The levels in the table are Kohn–Sham band energies at single points of the Brillouin zone, counted from the Fermi energy. They come from a PBEsol+U calculation of PtSe in the zinc-blende structure, without spin polarisation. The cell was given, not relaxed, and its stress shows that it would contract, so the band widths belong to this stretched cell. At each point the table lists the four nearest levels under the Fermi energy and the two nearest over it.

Levels of zinc-blende PtSe (F-43m, fixed geometry) were computed with GPAW 26.7.0 using PBEsol+U (U = 7 eV on Pt d), without spin polarisation or spin–orbit coupling. The runs used PAW data sets, a 600 eV plane-wave cutoff, a 5×5×5 k mesh and Gaussian smearing of 0.05 eV. Energies are counted from the Fermi energy.

```
point a (reciprocal cell vector)  point b (reciprocal cell vector)  point c (reciprocal cell vector)  level under 4 (eV)  level under 3 (eV)  level under 2 (eV)  level under 1 (eV)  level over 1 (eV)  level over 2 (eV)
                          0.0000                            0.0000                            0.0000              -4.519              -4.519              -3.431              -3.431              1.250              1.637
                          0.2000                            0.2000                            0.2000              -4.435              -3.404              -3.404              -0.182              1.267              1.267
                          0.4000                            0.2000                           -0.2000              -3.020              -1.932              -1.243              -0.340              5.440              6.354
                          0.4000                            0.2000                            0.2000              -3.394              -3.224              -1.003              -0.160              0.967              3.947
                          0.4000                            0.4000                           -0.4000              -3.230              -3.115              -2.210              -0.580              0.233              4.504
                          0.4000                            0.4000                            0.0000              -3.058              -1.692              -0.649              -0.649              4.676              5.118
                          0.4000                            0.4000                            0.4000              -4.256              -3.235              -3.235              -2.003              0.646              0.646
```

The first level over the Fermi energy lies at 0.233 eV at one point and at 5.440 eV at another. The two values belong to different bands. The heads "under 1" and "over 1" give a place relative to the Fermi energy, so they pass from one band to another whenever a band is filled or emptied. To follow the physics, count upwards from a landmark instead.

The landmark is a nearly flat level between −3.0 and −3.4 eV, present in every row. At the zone centre Γ it is exactly twofold, which in a tetrahedral crystal marks the e pair of the Pt d shell. These orbitals point between the four Se neighbours and overlap with them only weakly, so their energy hardly depends on the wave vector. Its absolute position does depend on the large U placed on the Pt d shell.

Above the flat level and a clear space come three bands that do move. Symmetry and bonding suggest Se p orbitals mixed, in antibonding fashion, with the Pt d orbitals that point closer to the neighbours. The mesh weights and the 22 electrons of the cell fit only if nine bands lie below these three. Nine bands take 18 electrons, and the remaining four fill two of the three bands on average.

That average is spread unevenly. None of the three is filled at Γ, one at the two points towards L (three equal coordinates), and all three at (0.4, 0.4, 0) towards X and at (0.4, 0.2, −0.2). Where all three are full, the next level belongs to a fourth band near 5 eV, which explains the jump. Where only two are full, the third lies within 1 eV above the Fermi energy. The crystal is therefore a metal in this calculation, despite the large separations at single points.

Why the bands fall away from Γ can be seen from p-like orbitals on a face-centred cubic lattice. At Γ every orbital has the same phase, so the positive lobe of one faces the negative lobe of the next, and the energy is high. Towards X, an orbital lying across the wave keeps this antibonding contact in one plane of neighbours, while the contacts in another plane turn bonding. The planes of constant phase hold four of an orbital's twelve neighbours towards X but six towards L, so towards L the orbitals lying in these planes keep more of their antibonding contacts. The top band therefore falls further towards X, by a factor of 2.3 at the outer points.

If only head-on overlap is kept, with strength V, an orbital along x has the energy

E = 2V cos x (cos y + cos z)

and couples to the orbital along y by −2V sin x sin y; the other directions follow by exchange of letters. For a point with coordinates a, b, c, the angles are x = π(b + c − a), y = π(a + c − b) and z = π(a + b − c). At Γ all three orbitals lie at 4V. A constant added to all energies of the model then places this level at the computed 1.637 eV, which is taken to be threefold although the table ends after the first of the three. Fitting the top band at the six other points gives V = 0.59 eV. This is an effective value: it can gather direct contacts between Se atoms and paths through Pt, which the fit cannot tell apart.

The middle band at (0.4, 0.2, −0.2) took no part in that fit. There y = 0, so the orbital along y stands alone:

E = 2V (cos 0.4π + cos 0.8π) = 2V (0.31 − 0.81) = −V

It lies 5V, or about 2.9 eV, below its value at Γ. This puts it near −1.3 eV, against −1.243 eV in the calculation. The analysis printed below shows misses of at most 0.18 eV for the other middle levels, whereas a fall proportional to the square of the distance from Γ describes the top band much less well.

The lowest of the three bands is the irregular one. At Γ a single level lies at 1.250 eV, below the p-like set, and symmetry marks it as s-like. Away from Γ it can mix with the p-like orbital that points along the wave; the two repel, and the upper one plausibly becomes the fourth band. The simple model has no s orbital, which can explain why its lowest level is too high at Γ and (0.2, 0.2, 0.2). At all other points it puts the lowest band 0.3 to 0.9 eV too deep. The missing s orbital cannot be the reason there, since with V unchanged an added orbital never raises the lowest level. Repulsion from the levels beneath would act in the right direction, but that is untested.

In practice, count the filled bands at each point before reading a gap from the columns next to the Fermi energy. By definition those two columns never overlap, even in a metal; it is the change in the count that gives the metal away. Several levels lie within 0.3 eV of the Fermi energy, and spin–orbit coupling, left out here, can shift levels of Pt and Se by tenths of an eV. It could thus change how many bands are filled at a point, and also the order of the s-like and p-like levels at Γ. A Fermi surface calls for that coupling and a denser mesh.

Printed output of the fit:

```
fit of fall on 6 rows (point_a > 0): coefficient of step 0.5864 +/- 0.018; rms 0.0979, worst 0.4 -0.164, leave-one-out rms 0.13
  rows outside the fit (model, value, miss): 0.0 -1.016e-09, 0, -1.02e-09
fit of fall on 6 rows (point_a > 0): coefficient of k2 2.454 +/- 0.28; rms 0.36, worst 0.4 -0.715, leave-one-out rms 0.466
  rows outside the fit (model, value, miss): 0.0 0, 0, 0
Bands by energy order, eV:
  row  filled of three  flat level  lowest  model lowest  middle  model middle     top  model top
  0.0                0      -3.431    1.25         1.637   1.637         1.637   1.637      1.637
  0.2                1      -3.404  -0.182       0.01621   1.267         1.232   1.267      1.232
  0.4                3       -3.02  -1.932        -2.222  -1.243        -1.295   -0.34    -0.3678
  0.4                2      -3.224  -1.003        -1.295   -0.16       0.01621   0.967     0.8266
  0.4                2      -3.115   -2.21        -2.606   -0.58       -0.6394   0.233      0.171
  0.4                3      -3.058  -1.692        -2.606  -0.649       -0.4847  -0.649    -0.4846
  0.4                1      -3.235  -2.003        -2.606   0.646        0.5761   0.646     0.5762
Mean filled of the three bands at omitted points, nine bands below: 1.714
Same with eight bands below: 4.69
Same with ten bands below: -1.262
Rms miss of model middle level where it differs from the top, eV: 0.1115
Rms miss of model lowest level away from Gamma, eV: 0.5108
Spread of the flat level over the rows, eV: 0.411
Spread of the top level over the rows, eV: 2.286
Single level at Gamma below the 1.637 eV level by, eV: 0.387
Fall of top level towards X over fall towards L, outer points: 2.307
```
